# Margin notes on the flow-through electrode at the limiting current

**Note 1. Geometry, signs and premises.** The analysis follows Bennion and Newman (1972). A porous cathode fills $0\le x\le L$, the feed enters at $x=0$ and flows along $+x$, and the reaction is $\mathrm{M}^{n+}+n\,e^-\to\mathrm{M}$ ($n=2$ for copper). Phase 1 is the solid matrix and phase 2 the pore solution. The current densities $i_1,i_2$ and the velocity $v$ are superficial: they refer to the empty cross-section and count as positive along $+x$. The area $a$ is interface per bed volume (cm$^{-1}$), and $\kappa,\sigma$ are effective conductivities of solution and matrix (S/cm). The local electrode potential is $E(x)=\Phi_1-\Phi_2$, with $\Phi_2$ read by a standard hydrogen electrode (SHE) at $x$. The premises are:

1. steady state, one dimension, uniform $a$, porosity $\varepsilon$ and $\kappa$;
2. plug flow;
3. excess supporting electrolyte, so that the reactant does not migrate and $i_2=-\kappa\,d\Phi_2/dx$;
4. one reaction, at its limiting rate everywhere;
5. an equipotential matrix, $\sigma\gg\kappa$;
6. a separator that keeps anode products out of the feed.

Notes 7 to 11 relax or test these.

**Note 2. Why no porosity appears in the material balance.** Let $c$ be the flow-weighted mean concentration in a cross-section, so that the convective flux per unit bed area is $N=vc$ by definition. The flux to the wall is $j=k_m(c-c_s)$, which defines $k_m$, with $c_s$ the surface concentration. A slice $dx$ holds interface $a\,dx$ per unit cross-section, so at steady state $dN/dx=-aj$. Incompressibility makes $v$ constant, and premise 4 sets $c_s\ll c$:

$$v\frac{dc}{dx}=-ak_mc,\qquad c(x)=c_0e^{-\beta x},\qquad \beta=\frac{ak_m}{v}.\tag{1}$$

With the interstitial velocity $v/\varepsilon$ one would need the area per pore volume $a/\varepsilon$, and the two factors cancel in $\beta$. Mixing the conventions misplaces a factor $\varepsilon$ in an exponent. The potential is absent from (1), which is what makes the problem solvable in closed form: the concentration fixes the current, and the current then fixes the potential. Write $u=\beta L$ and $\theta=c(L)/c_0=e^{-u}$, so that a required conversion fixes

$$L=\frac{v}{ak_m}\ln\frac1\theta .\tag{2}$$

**Note 3. The current is the material balance again.** Each ion deposited moves charge $n$ from phase 2 to phase 1, so $di_2/dx=-nFaj$ and $di_1/dx=+nFaj$. Comparison with $dN/dx=-aj$ gives $d(i_2-nFN)/dx=0$. Convection itself carries no current, because the flowing solution is neutral, and the link between $i_2$ and $N$ comes only from their common sink. The current transferred per unit cross-section is

$$I=\int_0^L nFak_mc\,dx=nFvc_0\,(1-e^{-\beta L}),\tag{3}$$

in A/cm², and the cell current is $I$ times the cross-section. It does not depend on where the anode stands. The constant $i_2-nFN$ does. With the anode upstream, ionic current enters at $x=0$ and none leaves at $x=L$, so $i_2(L)=0$:

$$i_2(x)=nFvc_0\,(e^{-\beta x}-e^{-\beta L}),\qquad i_2(0)=I.\tag{4}$$

**Note 4. The ohmic drop, integrated.** Premise 3 and (4) give

$$\Phi_2(0)-\Phi_2(x)=\frac1\kappa\int_0^x i_2\,dx'=\frac{nFvc_0}{\kappa\beta}\left[1-e^{-\beta x}-\beta x\,e^{-\beta L}\right],\tag{5}$$

where the first two terms come from $\int_0^xe^{-\beta x'}dx'=(1-e^{-\beta x})/\beta$ and the third from the constant $e^{-\beta L}$. At $x=L$,

$$\Delta\Phi_2=\frac{nFvc_0}{\kappa\beta}\,g(u)=\frac{nFv^2c_0}{\kappa\,ak_m}\,g(u),\qquad g(u)=1-(1+u)e^{-u}.\tag{6}$$

Since $i_2\ge0$, $\Phi_2$ falls along the flow, and with constant $\Phi_1$ the potential $E$ rises. The inlet is the most cathodic point, where hydrogen evolution threatens, and the outlet is the least cathodic, where the limiting condition is first lost. The drop between anode and bed face adds to the cell voltage but not to the spread of $E$ inside the bed.

The factor $v^2$ has two sources. Integration by parts with $i_2(L)=0$ gives $\int_0^Li_2\,dx=\int_0^Lx\,(-di_2/dx)\,dx=I\langle x\rangle$, where $\langle x\rangle$ is the mean depth of deposition. Hence $\Delta\Phi_2=I\langle x\rangle/\kappa$. In a deep bed $I\to nFvc_0$ and $\langle x\rangle\to1/\beta=v/(ak_m)$: faster flow brings more current and carries it deeper.

**Note 5. Why upstream.** With the anode downstream, $i_2(0)=0$ and $i_2=-nFvc_0(1-e^{-\beta x})$. The same integration gives

$$|\Delta\Phi_2|=\frac{nFvc_0}{\kappa\beta}\,h(u),\qquad h(u)=u-1+e^{-u}.\tag{7}$$

The mean ionic path is now $L-\langle x\rangle$, so the two drops must add to $IL/\kappa$, and indeed $g+h=u(1-e^{-u})$. For small $u$, $g=u^2/2-u^3/3+\dots$ and $h=u^2/2-u^3/6+\dots$, so the placement is immaterial at low conversion. For large $u$, $g\to1$ while $h\simeq u-1$ grows without bound. Upstream, added length carries almost no ionic current and costs almost no potential.

| $\theta$ | $u$ | $g$ | $h$ | $g^{-1/2}$ |
|---|---|---|---|---|
| 0.1 | 2.303 | 0.670 | 1.403 | 1.222 |
| 0.01 | 4.605 | 0.944 | 3.615 | 1.029 |
| 0.001 | 6.908 | 0.992 | 5.909 | 1.004 |

**Note 6. The velocity limit, and what is held fixed.** Let premise 4 hold for $E_{\rm lo}\le E\le E_{\rm hi}$, with window $\Delta\phi=E_{\rm hi}-E_{\rm lo}$. The power supply shifts $E(x)$ rigidly, so the whole bed fits the window if and only if $\Delta\Phi_2\le\Delta\phi$. At fixed conversion $g=1-\theta(1-\ln\theta)$ is a constant, and (6) gives

$$v\le\sqrt{\frac{\kappa\,ak_m\,\Delta\phi}{nFc_0\,g}}\;\xrightarrow{\;\theta\to0\;}\;v_\infty=\sqrt{\frac{\kappa\,ak_m\,\Delta\phi}{nFc_0}} .\tag{8}$$

Three points are usually left unsaid.

(a) As $g<1$, $v_\infty$ is conservative, at constant $k_m$ by the factor in the last column of the table.

(b) The right side of (8) depends on $v$ through $k_m$. For $k_m=Bv^p$ with $p<2$ the drop at fixed $\theta$ grows as $v^{2-p}$, so the root is unique and is a maximum:

$$v_{\max}=\left(\frac{\kappa\,aB\,\Delta\phi}{nFc_0\,g}\right)^{1/(2-p)}.\tag{9}$$

For $p=1/3$ the exponent is $3/5$, not $1/2$. Setting $\Delta\Phi_2=\Delta\phi$ in the first form of (6), with $\beta=u/L$, gives a relation free of mass transfer,

$$v_{\max}L=\frac{\kappa\,\Delta\phi}{nFc_0}\,\frac{u}{g}.\tag{10}$$

A poorer $ak_m$ lowers the velocity and lengthens the bed by the same factor.

(c) The limit belongs to fixed conversion, not to fixed length. Putting $v=ak_mL/u$ in (6) gives $\Delta\Phi_2=(nFak_mc_0L^2/\kappa)\,g(u)/u^2$, and $g(u)/u^2=\int_0^1s\,e^{-us}ds$ falls monotonically from $1/2$ at $u=0$. At fixed $L$ and $k_m$ the drop therefore rises with $v$ but saturates at $nFak_mc_0L^2/2\kappa$. A bed thinner than $L^*=\sqrt{2\kappa\Delta\phi/(nFak_mc_0)}$ fits the window at any velocity for which $k_m$ stays below the value used, at the price of low conversion per pass.

**Note 7. Where the window comes from.** Take a rate law first order in $c_s$, with $f=F/RT$, $\alpha_a+\alpha_c=n$ and $c^\circ=1$ mol/L, activities being replaced by concentrations:

$$j=k_c\,(c_s-c_{\rm eq}),\qquad k_c=k^\circ e^{-\alpha_cf(E-E^\circ)},\qquad c_{\rm eq}=c^\circ e^{nf(E-E^\circ)}.$$

This is the Butler–Volmer form, since $k_cc_{\rm eq}=k^\circ c^\circ e^{\alpha_af(E-E^\circ)}$ is the anodic term, and $nFk^\circ c^\circ$ is the exchange current density at $c^\circ$. Insert $c_s=c-j/k_m$ and solve for $j$:

$$\frac{j}{k_mc}=\frac{1-c_{\rm eq}/c}{1+k_m/k_c}.\tag{11}$$

The limiting current needs two conditions. The thermodynamic one, $c_{\rm eq}\ll c$, is most severe at the outlet, where $E$ is highest and $c$ lowest, and it puts a floor $c_{\rm eq}(E(L))$ under the attainable effluent. The kinetic one, $k_c\gg k_m$, does not involve $c$. The stricter of the two sets $E_{\rm hi}$. By (5) the rear of a deep bed sits close to $E_{\rm hi}$: for $\theta=0.01$, 89 % of the drop occurs in the first two decay lengths $2/\beta$. A shortfall at $E_{\rm hi}$ thus acts over much of the bed. When $c_{\rm eq}$ is negligible it is repaired by lengthening the bed by at most the factor $1+k_m/k_c(E_{\rm hi})$. The lower edge is a convention: the potential at which the side reaction reaches a tolerated fraction of the local limiting current $nFk_mc_0$ at the inlet.

**Note 8. Axial dispersion.** Let $N=vc-D_a\,dc/dx$ with a superficial dispersion coefficient $D_a$. Then $dN/dx=-ak_mc$ becomes $D_ac''-vc'-ak_mc=0$. The trial $e^{-\lambda x}$ gives $D_a\lambda^2+v\lambda-ak_m=0$, whose positive root is

$$\lambda=\frac{2\beta}{1+\sqrt{1+4\delta}},\qquad\delta=\frac{D_a\beta}{v}.\tag{12}$$

In a deep bed only this mode survives, and continuity of flux at the inlet gives $N=vc_0e^{-\lambda x}$. Note 3 used only the common sink, so $i_2=nFN$ still holds and the drop is $nFvc_0/(\kappa\lambda)$. The deep-bed result keeps its form with $\beta\to\lambda<\beta$. For particles of diameter $d$, $D_a=vd/Pe_a$ and $\delta=\beta d/Pe_a$, so plug flow requires a decay length of many particle diameters. A $k_m$ extracted from inlet and outlet concentrations with (1) is an apparent coefficient that already contains part of this effect. Applying (12) on top of it overcorrects, and the two treatments bracket the answer.

**Note 9. The matrix and the collector.** With finite $\sigma$, $dE/dx=i_2/\kappa-i_1/\sigma$, and $i_1+i_2$ is constant. For a collector at the inlet face both currents vanish at $x=L$, so $i_1=-i_2$, and (6) holds for the spread of $E$ with $1/\kappa\to1/\kappa+1/\sigma$. For a collector at the outlet face $i_1(0)=0$, so $i_1=I-i_2=nFvc_0(1-e^{-\beta x})$. The matrix term then opposes the solution term, and $E$ peaks where $i_2/\kappa=i_1/\sigma$, at $e^{-\beta x^*}=y=(\kappa+\sigma\theta)/(\kappa+\sigma)$. Integrating $dE/dx$ to that point, with $s=-\ln y$,

$$E(x^*)-E(0)=\frac{nFvc_0}{\kappa\beta}\left[1-y-\theta s-\frac\kappa\sigma\,(s-1+y)\right].\tag{13}$$

This is the full spread as long as $E(L)\ge E(0)$, that is $g\ge(\kappa/\sigma)h$. The correction scales with $h$, so for a rear collector premise 5 reads $\sigma\gg\kappa h/g$.

**Note 10. Illustration: copper from dilute sulfate on packed carbon.** Consider a deaerated rinse water of the kind left by acid copper sulfate plating of chip wiring, with plating additives ignored, at 298.15 K. All inputs are assumed or typical values.

- Feed $c_0=2.0$ mmol/L (127 mg/L with $M=63.55$ g/mol), target $\theta=0.01$ (1.3 mg/L).
- Support 0.1 mol/L H$_2$SO$_4$, pH about 1, $\kappa_0\approx0.05$ S/cm, $\nu\approx0.010$ cm²/s, $D\approx6\times10^{-6}$ cm²/s for Cu²⁺.
- Spheres with $d=0.10$ cm and $\varepsilon=0.40$, so $a=6(1-\varepsilon)/d=36$ cm$^{-1}$, and by the Bruggeman relation $\kappa=\kappa_0\varepsilon^{3/2}=0.0126$ S/cm.
- The empirical correlation of Wilson and Geankoplis (1966) for liquids at low Reynolds number, $k_md/D=(1.09/\varepsilon)(vd/D)^{1/3}$. It has $p=1/3$ and $B=(1.09/\varepsilon)(D/d)^{2/3}=4.18\times10^{-3}$ (cm/s)$^{2/3}$.
- Window $E_{\rm lo}=-0.20$ V, $E_{\rm hi}=0.00$ V vs SHE, $\Delta\phi=0.20$ V, examined below.

Intermediate values are carried unrounded. With $nFc_0=0.386$ C/cm³ and $g=0.944$, the bracket in (9) is $1.04\times10^{-3}$ (cm/s)$^{5/3}$, and the model gives:

| quantity | value |
|---|---|
| $v_{\max}$, eq. (9) | 0.016 cm/s, or 0.59 m³ m⁻² h⁻¹ |
| $k_m$ | $1.06\times10^{-3}$ cm/s |
| $\beta$, $1/\beta$ | 2.3 cm⁻¹, 0.43 cm |
| $L$, eq. (2) | 2.0 cm |
| $v_{\max}L$, eq. (10) | 0.032 cm²/s |
| $I$, eq. (3) | 6.2 mA/cm² |
| copper recovered | 74 g m⁻² h⁻¹ |
| $nFk_mc_0$ at the inlet wall | 0.41 mA/cm² |
| $L^*$ at this $k_m$ | 0.59 cm |
| $v_{\max}$, anode downstream | 0.0073 cm/s |

The Reynolds number $vd/\nu$ is 0.16 and $vd/D$ is $2.7\times10^2$. Setting $g=1$ lowers $v_{\max}$ by 3 %. The downstream arrangement has $h/g=3.83$ and loses the factor $(h/g)^{-3/5}=0.45$.

*The window.* Take $E^\circ\approx0.34$ V, $\alpha_c\approx0.5$ and an exchange current density of about 5 mA/cm² at 1 mol/L, for carbon already covered by copper. Then $k^\circ=2.6\times10^{-5}$ cm/s, and at $E_{\rm hi}$, $k_c=0.019$ cm/s and $c_{\rm eq}=3\times10^{-12}$ mol/L. The kinetic condition governs, and (11) gives $j/k_mc=0.95$. Left uncorrected, this could raise the effluent concentration by a factor of up to 1.3, and 5 % more length repairs it. For hydrogen on copper take an exchange current density near $10^{-6}$ A/cm² and a Tafel slope near 0.12 V per decade. At pH 1 the equilibrium potential is $-0.059$ V, the overpotential at $E_{\rm lo}$ is 0.14 V in magnitude, and the hydrogen current is 0.015 mA/cm², or 4 % of the copper current at the inlet wall. A tenfold change in that exchange current moves $E_{\rm lo}$ by one Tafel slope. Windows of 0.10 V and 0.30 V multiply $v_{\max}$ by 0.66 and 1.28.

**Note 11. Range of validity, with the neglected terms sized for this bed.**

*Dispersion* is the largest neglected term. Here $\beta d=0.23$, so the decay length is about four particles. Molecular diffusion, $D_a\approx\varepsilon^{3/2}D$, gives only $\delta=2\times10^{-4}$. Hydrodynamic dispersion with a typical $Pe_a\approx0.5$ for liquids at low Reynolds number gives $\delta=0.47$ and $\lambda/\beta=0.74$. Solving $nFvc_0/(\kappa\lambda)=\Delta\phi$ with $k_m$ read as a true film coefficient lowers the deep-bed velocity by the factor 0.82, to 0.013 cm/s. The bracket of Note 8 is 0.013 to 0.016 cm/s, which is why two figures are the most the result supports.

*Dissolved oxygen.* Premise 3 is linear in the current, so a second species reduced at its own limiting rate adds its own term (6), with $\beta\propto D^{2/3}$ under the correlation. Air-saturated feed holds about 0.25 mmol/L O$_2$ with $D\approx2\times10^{-5}$ cm²/s. For four electrons the charge ratio to copper is 0.25 and the ratio of the $\beta$ values is 2.2, so oxygen adds about a quarter to the current and 12 % to the drop. The charge ratio scales as $1/c_0$ and reaches one at $c_0=0.5$ mmol/L, where premise 4 fails unless the feed is deaerated.

*Matrix.* For an assumed $\sigma\approx1$ S/cm a front collector widens the spread by 1.3 %, and for a rear collector (13) narrows it by 4 %. Poor particle contacts can make $\sigma$ much smaller, while a copper coating raises it.

*Supporting electrolyte.* Removing copper changes the ionic composition by at most about $nc_0=4$ meq/L against roughly 0.1 mol/L of acid, a relative change of 0.04. The conductivity varies by that order, and the diffusion potential is of order $0.04\,RT/F=1$ mV. An unsupported rinse water has a far lower $\kappa$ that varies along the bed, with migration of Cu²⁺, and (6) is then only an estimate.

*Steady state.* The deposit fills volume at the inlet at the rate $ak_mc_0M/\rho=5.4\times10^{-7}$ s$^{-1}$ with $\rho\approx8.96$ g/cm³. A tenth of the inlet porosity is lost in about 21 h, against a residence time $\varepsilon L/v=48$ s. The solution is quasi-steady, but $a$, $\varepsilon$ and $\kappa$ drift within a day in the very zone that carries the ionic current.

The closed forms (1) to (10) therefore hold for a supported, single-reaction, gas-free and evenly flooded bed with $\delta\ll1$ or an apparent $k_m$, with $\sigma\gg\kappa h/g$, for effluents far above $c_{\rm eq}(E_{\rm hi})$ and times short against pore filling. The velocity of 0.013 to 0.016 cm/s and the length of 2.0 cm are the model's. As typical knowledge and not as a measurement, laboratory beds of irregular carbon granules at such slow flows often show an $ak_m$ two to three times below the smooth-sphere estimate, through channelling and incomplete wetting. By (9) and (10) the plug-flow model then overestimates the velocity and underestimates the length by a factor of 1.5 to 1.9, while their product of 0.032 cm²/s is unaffected.